## Naming six boron compounds by their response to a field

A free hydrogen atom has a polarisability of about 5 bohr³, nitrogen about 7, carbon about 11, phosphorus about 25 and arsenic about 30. These rough values are worth remembering for their spacing: the step from nitrogen to phosphorus is large, the step from phosphorus to arsenic small. The polarisability is the dipole that an electric field induces, divided by the field. It has the dimension of a volume, and it is large where the outer electrons lie far out and are loosely held.

The same quantity governs the refractive index of a substance and much of the attraction between its molecules. Does it keep enough memory of the atoms to tell which molecule one has?

PySCF 2.14.0, CAM-B3LYP/def2-SVPD with density fitting, for six boron compounds in the gas phase at PBE0-D3(BJ)/def2-SVP geometries. Each frame is a SMILES string in which * marks the atom that is exchanged between elements; electronegativities are Pauling's tabulated values. The polarisability is the static mean value. Candidates: BH6P, BH6N, CH7BP2, CH7AsBP, AsBH6, BH5N2.

```csv
row,polarisability (bohr^3),largest over smallest principal value,HOMO (eV),dipole (D)
A,47.6,1.33,-9.97,4.19
B,89.5,1.54,-8.41,0.89
C,34.1,1.48,-8.40,1.36
D,84.1,1.54,-8.50,0.69
E,52.8,1.36,-10.03,4.00
F,31.9,1.04,-9.23,5.45
```

The polarisability in the table is the average over all directions. The column "largest over smallest principal value" compares the most responsive direction with the least responsive one. The HOMO is the energy of the highest occupied orbital, and the dipole is the one present without a field.

The candidates fall into two kinds. In H₃N–BH₃, H₃P–BH₃ and H₃As–BH₃, a molecule with a lone pair donates it to the empty orbital of BH₃. In HB(NH₂)₂, CH₃B(PH₂)₂ and CH₃B(PH₂)(AsH₂), boron has three ordinary bonds instead.

### The dipole finds the donors

Moving one electron by 1 Å makes a dipole of 4.8 D. A donated lone pair shifts a good part of an electron over a bond of 1.6 to 2.1 Å, so the three adducts should have dipoles of several debye. Rows A, E and F have 4 D or more, while the other three stay below 1.5 D. This division leaves no room for doubt.

The HOMO supports it. A lone pair that is free to ionise usually forms the highest level of such a molecule, and donation pulls it down into a bond. In H₃P–BH₃ the calculated HOMO indeed belongs mainly to the B–H bonds, whereas in CH₃B(PH₂)(AsH₂) it sits mainly on arsenic. Rows A, E and F have the deeper HOMOs, with 0.7 eV between the two groups.

### The polarisability finds the elements

Within each group one can now count atoms. Every candidate contains exactly one boron atom, so whatever boron contributes should largely cancel when two candidates are compared. It is enough to add up the free-atom values of all the other atoms. For CH₃B(PH₂)₂, with 4.5 bohr³ for each hydrogen, this gives

$$7\times 4.5 + 11 + 2\times 25 = 92.5\ \text{bohr}^3 .$$

Among the adducts only the marked atom changes. The free atoms then predict a step of about 18 bohr³ from nitrogen to phosphorus and one of 5 from phosphorus to arsenic. In order of polarisability the three rows are F, A and E, with steps of 16 and 5. That makes F the nitrogen compound, A the phosphorus compound and E the arsenic compound.

In the other group, the same sum gives about 37 bohr³ for HB(NH₂)₂, against 92.5 for CH₃B(PH₂)₂ and 97.5 for CH₃B(PH₂)(AsH₂). Row C, at 34 bohr³, can only be HB(NH₂)₂. Rows D and B, at 84 and 90, are the two heavy molecules, and the larger value should belong to the one with arsenic.

### How sure is each name?

Rows F and C are sure, although their polarisabilities differ by only 2 bohr³. The dipole of F is four times that of C, and their shapes respond differently. F answers a field almost equally in all directions, which suits the compact H₃N–BH₃. C is flat, because the nitrogen lone pairs lean into the empty orbital of boron, and it responds least across its plane.

The choice between phosphorus and arsenic, A against E and D against B, is less well secured, since it rests on the polarisability alone. The argument is still a good one. Exchanging the names within a pair would make the arsenic compound less polarisable by 5 bohr³, where the free atoms demand 5 more.

The rows with their labels:

```csv
formula,frame,*,Z,electronegativity,point group,mean bond of the marked atom (Å),electrons,valence electrons,polarisability (bohr^3),largest over smallest principal value,HOMO (eV),dipole (D)
BH6N,H*(H)(H)[BH3-],N,7,3.040,C3v,1.174,18,14,31.9,1.04,-9.23,5.45
BH6P,H*(H)(H)[BH3-],P,15,2.190,C3v,1.543,26,14,47.6,1.33,-9.97,4.19
AsBH6,H*(H)(H)[BH3-],As,33,2.180,C3v,1.644,44,14,52.8,1.36,-10.03,4.00
CH7BP2,H*(H)B(C)P,P,15,2.190,C1,1.582,48,24,84.1,1.54,-8.50,0.69
CH7AsBP,H*(H)B(C)P,As,33,2.180,C1,1.689,66,24,89.5,1.54,-8.41,0.89
BH5N2,H*(H)BN,N,7,3.040,C2v,1.143,24,18,34.1,1.48,-8.40,1.36
```

All six names are confirmed. The labelled rows also show how little the other columns could say about the last choice. The ratio of the principal values differs by only 0.03 between the two adducts and not at all between the methylboranes. From phosphorus to arsenic the HOMO sinks by 0.06 eV in the adducts but rises by 0.09 eV in the methylboranes. The dipole falls by 0.2 D in the first case and rises by as much in the second. For the HOMO the opposite signs are no contradiction, because the orbitals differ in kind: in H₃P–BH₃ the highest level belongs mainly to the B–H bonds, in CH₃B(PH₂)(AsH₂) mainly to arsenic. None of these small shifts could have named the element beforehand, and the relativistic effects left out for arsenic make them less certain still.

### Why counting atoms works

The polarisability succeeds because most of the response comes from the outermost electrons, and because the molecules compared have much in common. What bonding does to the atoms they share largely cancels, and the exchanged element shows. Phosphorus has its valence electrons one shell further out than nitrogen, hence the large step. Arsenic adds another shell, but also a filled 3d shell, which screens the increased nuclear charge poorly. The valence electrons are drawn inwards, and arsenic ends up only slightly larger than phosphorus. This is the standard explanation; the table shows its consequence, a step of about 5 bohr³ in both frames.

The count can be turned into a formula. A least-squares line through all six molecules gives

$$\alpha \approx 0.5 + 0.91\,S ,$$

where $\alpha$ is the polarisability and $S$ the free-atom sum without boron, both in bohr³. For CH₃B(PH₂)₂ it yields $0.5+0.91\times 92.5\approx 85$ bohr³, against a calculated 84. This molecule was part of the fit and is the one that the line meets least well. When each molecule in turn is left out and then predicted, the typical error is 0.6 bohr³, closer than the rough atomic values deserve.

The factor of 0.91 says that, over the whole range, two molecules differ by about nine tenths of the difference between their free-atom sums. A factor below one is plausible, since electrons in bonds are held somewhat more tightly than in separate atoms. It does not hold for every single step: from phosphorus to arsenic the molecules gain 5.2 and 5.4 bohr³, slightly more than the 5 of the free atoms. The rough atomic values cannot settle so small a difference.

### Where free atoms mislead

The formula looks as if boron contributed nothing: a free boron atom has a polarisability of about 20 bohr³, yet the constant is close to zero. If boron is included in the sum and everything is scaled by one common factor, the typical error for a molecule left out grows from 0.6 to 6 bohr³, more than the step between phosphorus and arsenic. The four smaller molecules then come out too high and the two larger ones too low, because boron makes up more of a small sum.

It would be wrong to conclude that boron alone loses its response on bonding. Methane has a polarisability of about 17 bohr³, while its free atoms add up to 29, so carbon and hydrogen lose much of theirs too. All six molecules here contain one boron atom and at least five hydrogen atoms. What boron still contributes and what the hydrogens lose can therefore cancel in the constant. The formula serves for close relatives of these six molecules; for methane it would give about 27 bohr³, far too much.

Free atoms of nitrogen, phosphorus and arsenic also respond equally in all directions, and molecules in general do not. When phosphorus replaces nitrogen in the adduct, the polarisability grows by 24 bohr³ along the bond to boron but by only 11 across it. The average over the three directions, $(24.2+2\times 11.4)/3\approx 15.7$, hides this difference. The electrons shared between phosphorus and boron can probably be pushed along their long bond more easily than sideways. Counting atoms is therefore a guide to the average response, and the direction has to come from the shape and the bonds.

### What the dipole does not measure

The dipole identified the adducts, and it is tempting to read its fall from 5.45 D with nitrogen to 4.00 D with arsenic as a sign of weaker donation. The free donors, however, already differ: NH₃ has a dipole of roughly 1.5 D, PH₃ 0.6 D and AsH₃ 0.2 D, pointing the same way as that of the adduct. Subtracting these leaves between 3.6 and 4.0 D in all three compounds, with no steady trend. The subtraction is crude, since the donors change shape when they bind, but it shows that most of the fall can be brought along by the donor itself. Among these six candidates a large dipole marks the adducts; small differences between large dipoles do not rank the donation.
